\section*{Ising--Bloch transition of a $180^\circ$ wall: rhombohedral BaTiO$_3$ under different loads}

\subsection*{Statement}

A planar wall has normal coordinate $s$. The order parameter has two components, both lying in the wall plane: $m_x$ along the easy axis and $m_y$ transverse to it. The free energy per unit area, counted from the uniform domains, is
\begin{equation}
E=\int ds\Big[\frac{c}{2}\big(m_x'^2+m_y'^2\big)+\frac{u}{4}\big(m_x^2+m_y^2-m_0^2\big)^2+\frac{D}{2}m_y^2\Big],\qquad m_0^2=\frac{|r|}{u},
\label{eq:F}
\end{equation}
which is the Ginzburg--Landau density $\frac r2 m^2+\frac u4 m^4+\frac D2 m_y^2$ with $r<0$ and $c,u,D>0$, shifted by a constant. The domains are $m_x=\pm m_0$, $m_y=0$. Define
\begin{equation}
d=\frac{2D}{|r|},\qquad \Delta=D-\frac{|r|}{2},\qquad ck_0^2=\frac{|r|}{2}.
\end{equation}

(i) The linear (Ising) wall $m_x=m_0\tanh k_0s$, $m_y=0$ exists for all $D$, has the energy $E_I=\frac43ck_0m_0^2$, and is stable against a transverse component only for $\Delta>0$.

(ii) For $\Delta<0$ there is a pair of rotating (Bloch) walls,
\begin{equation}
m_x=m_0\tanh ks,\quad m_y=\pm A\,\mathrm{sech}\,ks,\qquad ck^2=D,\quad uA^2=|r|-2D .
\label{eq:bloch}
\end{equation}
The tip of the vector runs along half of the ellipse $m_x^2/m_0^2+m_y^2/A^2=1$, and the sign fixes the sense of rotation.

(iii) The Bloch wall lies below the Ising wall wherever it exists:
\begin{equation}
E_B=\frac{2\sqrt{cD}}{3u}\,(3|r|-2D),\qquad
\frac{E_I-E_B}{E_I}=\big(1-\sqrt d\big)^2\Big(1+\frac{\sqrt d}{2}\Big).
\label{eq:energy}
\end{equation}
At $d=1$ the energy and its first derivative are continuous and $A\propto(1-d)^{1/2}$. The transition is continuous, breaks the chirality symmetry, and leaves the domains unchanged.

(iv) The inverse susceptibilities of a domain are $2|r|$ along the easy axis and $D$ across it. The instability condition $D<|r|/2$ therefore reads
\begin{equation}
\chi_\perp>4\chi_\parallel .
\end{equation}

The solution goes back to Bulaevskii and Ginzburg for magnets; Lajzerowicz and Niez (1979) treated it as a phase transition in the wall. Stress switching of such walls in rhombohedral BaTiO$_3$ was studied by Stepkova, Marton and Hlinka (2012).

\subsection*{Mapping to rhombohedral BaTiO$_3$}

The order parameter is the polarisation, $m_x$ along $[111]$. A neutral $180^\circ$ wall contains this axis. For the wall with normal $[\bar211]$ the transverse direction is $[01\bar1]$, for the wall with normal $[1\bar10]$ it is $[11\bar2]$. The component along the normal is dropped: it creates bound charge and has the stiffness $1/(\varepsilon_0\varepsilon_b)=1.6\times10^{10}$~J\,m\,C$^{-2}$ for a typical background permittivity $\varepsilon_b\approx7$, which is 20 times the $|r|$ used below.

Stress is counted positive in tension and is held fixed far from the wall. The electrostrictive strains are $e_{11}=Q_{11}P_1^2+Q_{12}(P_2^2+P_3^2)$ and $2e_{23}=Q_{44}P_2P_3$ (engineering shear), with cyclic permutations, and the coupling energy is $-\sigma_{ij}e_{ij}$. Consider loads symmetric about $\mathbf n=[111]/\sqrt3$, $\sigma_{ij}=\sigma_\parallel n_in_j+\sigma_\perp(\delta_{ij}-n_in_j)$. With $Q_h=Q_{11}+2Q_{12}$,
\begin{align}
|r|&=|r_0|+\tfrac23(Q_h+Q_{44})\,\sigma_\parallel+\tfrac23(2Q_h-Q_{44})\,\sigma_\perp,\label{eq:r}\\
D&=D_0+Q_{44}(\sigma_\parallel-\sigma_\perp),\label{eq:D}\\
\Delta&=\Delta_0+\tfrac13(2Q_{44}-Q_h)\,\sigma_\parallel-\tfrac23(Q_h+Q_{44})\,\sigma_\perp .\label{eq:Delta}
\end{align}

\emph{Inputs.} Typical electrostrictive constants are $Q_{11}\approx0.11$, $Q_{12}\approx-0.043$, $Q_{44}\approx0.059$~m$^4$C$^{-2}$, so $Q_h=0.024$~m$^4$C$^{-2}$. A typical polarisation of the rhombohedral phase is $m_0\approx0.33$~C\,m$^{-2}$. The remaining three constants are illustrative choices that place the unloaded wall slightly on the Bloch side: $|r_0|=8.0\times10^8$ and $D_0=3.6\times10^8$~J\,m\,C$^{-2}$, $c=1.5\times10^{-10}$~J\,m$^3$C$^{-2}$. They imply $u=7.35\times10^9$~J\,m$^5$C$^{-4}$, relative susceptibilities $1/(2|r_0|\varepsilon_0)=71$ and $1/(D_0\varepsilon_0)=314$, and $\Delta_0=-0.40\times10^8$~J\,m\,C$^{-2}$. The rhombohedral domains are assumed to survive each load. The digits in the tables belong to the model with these inputs and serve to compare rows; the last section shows how far a real crystal may depart.

\begin{center}
\begin{tabular}{lccccccc}
\hline
load (1 GPa) & $|r|$ & $D$ & $d$ & $A$ & width & $E_I$ & $E_I-E_B$\\
\hline
none & 8.00 & 3.60 & 0.900 & 0.104 & 1.29 & 35.6 & 0.14\\
biaxial tension & 7.93 & 3.01 & 0.759 & 0.161 & 1.41 & 35.1 & 0.83\\
uniaxial compression & 7.45 & 3.01 & 0.808 & 0.139 & 1.41 & 31.9 & 0.47\\
hydrostatic pressure & 7.52 & 3.60 & 0.957 & 0.066 & 1.29 & 32.4 & 0.022\\
uniaxial tension & 8.55 & 4.19 & 0.980 & 0.049 & 1.20 & 39.3 & 0.006\\
biaxial compression & 8.07 & 4.19 & 1.038 & 0 & 1.22 & 36.1 & --\\
\hline
\end{tabular}
\end{center}
Table 1. Uniaxial loads act along $[111]$, biaxial loads in the $(111)$ plane. $|r|$ and $D$ in $10^8$~J\,m\,C$^{-2}$, $A$ in C\,m$^{-2}$, energies in mJ\,m$^{-2}$. The width in nm is $2/k$ for Bloch walls and $2/k_0$ for the Ising wall of the last row.

Three of the five loads raise $\Delta$ and end the Bloch state at a critical magnitude $\sigma_c$. To compare them, let $r_y=D-|r|$ be the bare quadratic coefficient of $m_y$, which is the local stiffness at the wall centre. Then
\begin{equation}
\Delta=r_y+\eta|r|,\qquad \frac{d\Delta}{d|\sigma|}=a_y+\eta\,a_x,\qquad a_y=\frac{dr_y}{d|\sigma|},\quad a_x=\frac{d|r|}{d|\sigma|},
\label{eq:eta}
\end{equation}
with $\eta=\frac12$ for the functional \eqref{eq:F}. The last two columns use $\eta=0.406$ and $\Delta_0=-1.15\times10^8$~J\,m\,C$^{-2}$, which follow below from unequal gradient coefficients at the same $|r_0|$ and $D_0$.

\begin{center}
\begin{tabular}{lcccccc}
\hline
load & $a_y$ & $a_x$ & slope & $\sigma_c$ & slope & $\sigma_c$\\
 & & & \multicolumn{2}{c}{$\eta=1/2$} & \multicolumn{2}{c}{$\eta=0.406$}\\
\hline
biaxial compression & 0.517 & 0.073 & 0.553 & 0.72 & 0.546 & 2.1\\
uniaxial tension & 0.037 & 0.553 & 0.313 & 1.28 & 0.261 & 4.4\\
hydrostatic pressure & 0.480 & $-0.480$ & 0.240 & 1.67 & 0.285 & 4.0\\
\hline
\end{tabular}
\end{center}
Table 2. Slopes in $10^8$~J\,m\,C$^{-2}$ per GPa, $\sigma_c$ in GPa.

\subsection*{The trend}

The state of the wall depends on the single ratio $d$, and a load reaches it by two routes. By \eqref{eq:D} the anisotropy responds only to the deviatoric part $\sigma_\parallel-\sigma_\perp$, through the shear constant $Q_{44}$, since an isotropic stress cannot tell $[111]$ from a direction normal to it. Hydrostatic pressure leaves $D$ alone and lowers $|r|$. It makes the well in which $m_y$ condenses shallower and so favours the Ising wall, at the rate $Q_h$, which is small because $Q_{11}$ and $2Q_{12}$ largely cancel. Uniaxial tension raises $D$ at the full rate $Q_{44}$ but also raises $|r|$, and half of that rise is subtracted in $\Delta$. Biaxial compression is the sum of hydrostatic pressure and uniaxial tension of the same size, so its slope is the sum of theirs, $0.240+0.313=0.553$. It raises $D$ at the full rate while $|r|$ hardly moves, because $2Q_h-Q_{44}$ is close to zero. It is the most effective load and the only one of Table 1 that crosses $d=1$. Reversing the sign of a deviatoric load drives the wall deeper into the Bloch state.

The width of a Bloch wall is set by $D$ alone. Rows with equal $\sigma_\parallel-\sigma_\perp$ share it although their $|r|$ differ: hydrostatic pressure changes $A$ and the energy but not the width. On the Ising side the width follows $|r|$ alone. The width as a function of load thus has a kink at $\sigma_c$, and the kink is sharpest for biaxial compression, where it falls on the Bloch side and is almost flat beyond.

Amplitude and energy gain scale very differently. Since $uA^2=-2\Delta$ and $\Delta$ is linear in the load, the square-root law holds over the whole Bloch range; for biaxial compression $p$, $A=0.123\,\sqrt{(\sigma_c-p)/\mathrm{GPa}}$~C\,m$^{-2}$. The gain \eqref{eq:energy} is quadratic, $\frac38(1-d)^2E_I$ near the threshold. The unloaded wall carries a transverse polarisation of about a third of $m_0$, an integrated moment $\pi A/k=0.21$~nC\,m$^{-1}$, for a gain of 0.14 out of 35.6~mJ\,m$^{-2}$. The total wall energy is governed by $E_I\propto|r|^{3/2}$ and is a poor indicator of the transition.

Table 2 separates what is robust from what is not. The biaxial slope comes almost wholly from $a_y$ and barely depends on $\eta$. The uniaxial slope comes almost wholly from $\eta a_x$, and the hydrostatic slope is $2Q_h(1-\eta)$, so the two move in opposite directions and change order between the two values of $\eta$. The critical stresses themselves are $|\Delta_0|$ divided by the slope, and $\Delta_0$ is a small difference of large terms.

\subsection*{Proof}

\emph{Stationary profiles.} Variation of \eqref{eq:F} gives
\begin{equation}
cm_x''=u(m^2-m_0^2)m_x,\qquad cm_y''=u(m^2-m_0^2)m_y+Dm_y .
\end{equation}
Insert $m_x=m_0\tanh ks$, $m_y=A\,\mathrm{sech}\,ks$ and write $S=\mathrm{sech}\,ks$. Then $m^2-m_0^2=(A^2-m_0^2)S^2$, $m_x''=-2k^2S^2m_x$ and $m_y''=k^2(1-2S^2)m_y$. The first equation requires $2ck^2=|r|-uA^2$. For $A=0$ this is the Ising wall. For $A\neq0$ the second equation requires in addition $ck^2=D$ from its constant term, while its $S^2$ term repeats the first condition. Together they give \eqref{eq:bloch}, with $A$ real only for $D<|r|/2$.

\emph{Stability of the Ising wall.} To second order in a small $m_y=\varphi(s)$ the energy changes by $\frac12\int\varphi L_y\varphi\,ds$, with
\begin{equation}
L_y=-c\,\partial_s^2+D-2ck_0^2\,\mathrm{sech}^2k_0s .
\end{equation}
There is no term bilinear in $\varphi$ and $\delta m_x$, because \eqref{eq:F} is even in $m_y$. This is a P\"oschl--Teller well. The function $\mathrm{sech}\,k_0s$ obeys $L_y\varphi=(D-ck_0^2)\varphi=\Delta\varphi$ and has no node, so $\Delta$ is the lowest eigenvalue. The longitudinal operator $L_x=-c\,\partial_s^2+2|r|-3|r|\,\mathrm{sech}^2k_0s$ has the nodeless translation mode $\mathrm{sech}^2k_0s$ at zero eigenvalue and is non-negative. This proves (i). Far from the wall $L_x\to2|r|$ and $L_y\to D$ for uniform changes, which proves (iv).

\emph{Energies.} The equations have the first integral gradient energy $=$ potential energy, so $E=c\int(m_x'^2+m_y'^2)\,ds$. With $\int\mathrm{sech}^4y\,dy=\frac43$ and $\int\mathrm{sech}^2y\tanh^2y\,dy=\frac23$,
\begin{equation}
E=ck\Big(\frac43m_0^2+\frac23A^2\Big).
\end{equation}
This gives $E_I$, and $E_B/E_I=\frac12\sqrt d\,(3-d)$, which factorises as in \eqref{eq:energy}.

\emph{Landau energy of the wall.} Set $m_y=A\,\mathrm{sech}\,k_0s$ and relax $m_x$. The quadratic term is $\frac12\Delta A^2\int\mathrm{sech}^2k_0s\,ds=\Delta A^2/k_0$, and the direct quartic term is $uA^4/3k_0$. The shift $\delta m_x$ solves $L_x\delta m_x=-um_0A^2\tanh k_0s\,\mathrm{sech}^2k_0s$. Since $L_x(s\,\mathrm{sech}^2k_0s)=4ck_0\tanh k_0s\,\mathrm{sech}^2k_0s$, it is $\delta m_x=-(um_0A^2/4ck_0)\,s\,\mathrm{sech}^2k_0s$, a widening of the wall. With $\int y\tanh y\,\mathrm{sech}^4y\,dy=\frac13$ it lowers the energy by $uA^4/12k_0$. Hence
\begin{equation}
E(A)=E_I+\frac{\Delta}{k_0}A^2+\frac{u}{4k_0}A^4 .
\label{eq:landau}
\end{equation}
The quartic coefficient is positive, so the bifurcation is continuous and the Bloch branch is stable near it. The minimum $uA^2=-2\Delta$ reproduces \eqref{eq:bloch}.

\emph{Stress.} For $\mathbf P$ with components $m_x$ along $\mathbf n$ and $m_y$ across it, $P_1P_2+P_2P_3+P_3P_1=\frac12\big[(\sum_iP_i)^2-P^2\big]=m_x^2-\frac12m_y^2$. The strain along $\mathbf n$ and the trace are
\begin{equation}
n_in_je_{ij}=\tfrac13(Q_h+Q_{44})m_x^2+\tfrac13\big(Q_h-\tfrac12Q_{44}\big)m_y^2,\qquad e_{ii}=Q_h(m_x^2+m_y^2).
\end{equation}
The coupling energy is $-(\sigma_\parallel-\sigma_\perp)n_in_je_{ij}-\sigma_\perp e_{ii}$. Twice the coefficient of $m_x^2$ is the shift of $r$, twice that of $m_y^2$ is the shift of $r_y=r+D$, and \eqref{eq:r}--\eqref{eq:Delta} follow. No $m_xm_y$ term appears, for either wall.

\subsection*{Size of the terms left out}

\emph{Anisotropic gradient and quartic terms.} Let $m_y$ have the gradient coefficient $gc$, and let the coupling be $\frac12\rho u\,m_x^2m_y^2$. With $D=r_y+\rho|r|$ still the transverse stiffness of the domain, $L_y=-gc\,\partial_s^2+D-\rho|r|\,\mathrm{sech}^2k_0s$. Its ground state is $\mathrm{sech}^\lambda k_0s$, with
\begin{equation}
\lambda(\lambda+1)=\frac{2\rho}{g},\qquad \Delta=D-\frac{g\lambda^2}{2}|r|=r_y+\frac{g\lambda}{2}|r| ,
\end{equation}
so that $\eta=g\lambda/2$. For the cubic gradient energy $\frac12G_{11}\sum_i(\partial_iP_i)^2+G_{12}\sum_{i<j}\partial_iP_i\,\partial_jP_j+\frac12G_{44}\sum_{i<j}(\partial_iP_j+\partial_jP_i)^2$ and unit vectors $\mathbf a,\mathbf b$ normal to the wall normal $\boldsymbol\nu$, the gradient matrix is $c_{ab}=G_{44}\,\mathbf a\cdot\mathbf b+(G_{11}-G_{12}-2G_{44})\sum_i\nu_i^2a_ib_i$. Take the approximate values $G_{11}\approx51$, $G_{12}\approx-2$, $G_{44}\approx2$ in $10^{-11}$~J\,m$^3$C$^{-2}$, understood as effective coefficients that include any flexoelectric renormalisation. Both walls then have $c_{xx}=18.3$ and $c_{yy}=10.2$, so $g=0.555$. For $\rho=1$ this gives $\lambda=1.46$, a threshold $D=0.594|r|$, and the second half of Table 2. For $g=1$, the values $\rho=0.8$ and $1.2$ put the threshold at $0.37|r|$ and $0.64|r|$. Each of these shifts exceeds the margin $|\Delta_0|=0.05|r_0|$ of the illustrative inputs. The closed form \eqref{eq:bloch} is lost for general $g$ and $\rho$, and the sign of the $A^4$ term must be found anew. Sixth-order terms, which Landau potentials of BaTiO$_3$ need, are represented only through an effective $u$ fixed by $m_0$ and the longitudinal stiffness; they reshape the well in $L_y$ much as $\rho$ does.

\emph{The two orientations.} The $[\bar211]$ wall keeps the mirror $m_y\to-m_y$ and has $c_{xy}=0$. Its point symmetry falls from $2/m$ to the chiral group $2$, as in the model. The $[1\bar10]$ wall has $c_{xy}=11.5$ in the same unit, as large as $c_{yy}$, so even the achiral wall carries an odd $m_y(s)$. Its only point symmetry is inversion, $\mathbf m(s)\to-\mathbf m(-s)$, which an even $m_y$ breaks. The transition survives as a sharp symmetry change, but its threshold requires two coupled equations.

\emph{Elastic clamping.} The strains in the wall plane are fixed by the domains, so $r$, $D$, $u$ and the susceptibilities in (iv) are those of a layer clamped in that plane. A tilt of $\mathbf P$ produces the in-plane engineering shear $Q_sm_xm_y$, $Q_s=\frac13[4(Q_{11}-Q_{12})+Q_{44}]=0.224$~m$^4$C$^{-2}$. With a typical shear modulus of $5\times10^{10}$~Pa it contributes $C_sQ_s^2m_0^2\approx2.7\times10^8$~J\,m\,C$^{-2}$, most of $D_0$; the permittivity of a free crystal must not be used in (iv). The normal strains add $\frac14\kappa_1(m_x^2-m_0^2)^2+\frac12\kappa_2(m_x^2-m_0^2)m_y^2$, counted as part of $u$, while $m_0^2$ responds to the load through $u-\kappa_1$. If $a_x$ and $a_y$ denote the direct electrostrictive shifts, the slope in \eqref{eq:eta} keeps its form with $\eta=(u/2-\kappa_2)/(u-\kappa_1)$. For the $[\bar211]$ wall the in-plane misfit strains are $e_{xx}=Q_{xx}(m_x^2-m_0^2)+Q_{xy}m_y^2$ and $e_{yy}=Q_{xy}(m_x^2-m_0^2)+Q_{yy}m_y^2$, with $Q_{xx}=\frac13(Q_h+Q_{44})=0.0277$, $Q_{yy}=\frac12(Q_{11}+Q_{12})+\frac14Q_{44}=0.048$ and $Q_{xy}=\frac13(Q_h-\frac12Q_{44})=-0.0018$~m$^4$C$^{-2}$. The energy $\frac12C_{xx}e_{xx}^2+C_{xy}e_{xx}e_{yy}+\frac12C_{yy}e_{yy}^2$, with the plane-stress moduli of the layer, gives $\kappa_1=2[C_{xx}Q_{xx}^2+2C_{xy}Q_{xx}Q_{xy}+C_{yy}Q_{xy}^2]$ and $\kappa_2=2[C_{xy}(Q_{xx}Q_{yy}+Q_{xy}^2)+Q_{xy}(C_{xx}Q_{xx}+C_{yy}Q_{yy})]$. For an isotropic solid with a typical longitudinal modulus $C\approx2\times10^{11}$~Pa and the shear modulus above, $C_{xx}=C_{yy}=C-(C-2C_s)^2/C=1.5\times10^{11}$~Pa and $C_{xy}=C_{xx}-2C_s=0.5\times10^{11}$~Pa. Then $\kappa_1\approx2.2\times10^8$ and $\kappa_2\approx0.9\times10^8$~J\,m$^5$C$^{-4}$, and $\eta\approx0.50$. The two corrections nearly cancel in $\eta-\frac12=(\kappa_1/2-\kappa_2)/(u-\kappa_1)$, so $\eta$ stays at the upper edge of the range spanned by Table 2. Elastic anisotropy can shift this balance, but both terms are small against $u$: setting $\kappa_2=0$ would raise $\eta$ only to 0.52.

\emph{Gaussian fluctuations.} Let $A$ vary along the wall with wave vector $\mathbf q$. The gradient term adds $(c/k_0)|\nabla A|^2$ to \eqref{eq:landau}, and for $\Delta>0$, per unit area,
\begin{equation}
\langle|A_{\mathbf q}|^2\rangle=\frac{k_BT\,k_0}{2(\Delta+cq^2)},\qquad \xi=\sqrt{c/\Delta}.
\end{equation}
A uniform field $\mathcal E$ along $m_y$ couples as $-\mathcal E\pi A/k_0$, and the soft mode contributes a moment $\pi^2\mathcal E/(2k_0\Delta)$ that diverges at $\sigma_c$. The quartic term shifts $\Delta$ by $\frac32u\langle A^2\rangle$; with a cutoff at $q=k_0$,
\begin{equation}
\delta\Delta=\Delta_G\ln\Big(1+\frac{|r|}{2\Delta}\Big),\qquad \Delta_G=\frac{3uk_BT\,k_0}{16\pi c}.
\end{equation}
At 150~K, inside the rhombohedral range, $\Delta_G=0.099\times10^8$~J\,m\,C$^{-2}$. This corresponds to $\xi=3.9$~nm and to a window of 0.18~GPa of biaxial stress in which mean-field powers fail. At $\Delta=\Delta_G$ the shift is $0.37\times10^8$~J\,m\,C$^{-2}$, as large as $|\Delta_0|$, and it favours the achiral wall. With short-range forces only, the critical behaviour would be that of the two-dimensional Ising model. In a ferroelectric a variation of $A$ along the transverse direction $y$ creates a sheet of bound charge. Screened by the permittivity $1/D$ of the domains, it adds roughly $\pi^2Dq_y^2/(4qk_0)$ to $\Delta+cq^2$, which is $1.4\times10^8$~J\,m\,C$^{-2}$ for $q=q_y=1/\xi$. These modes are strongly suppressed, and the window and shift given above are upper estimates.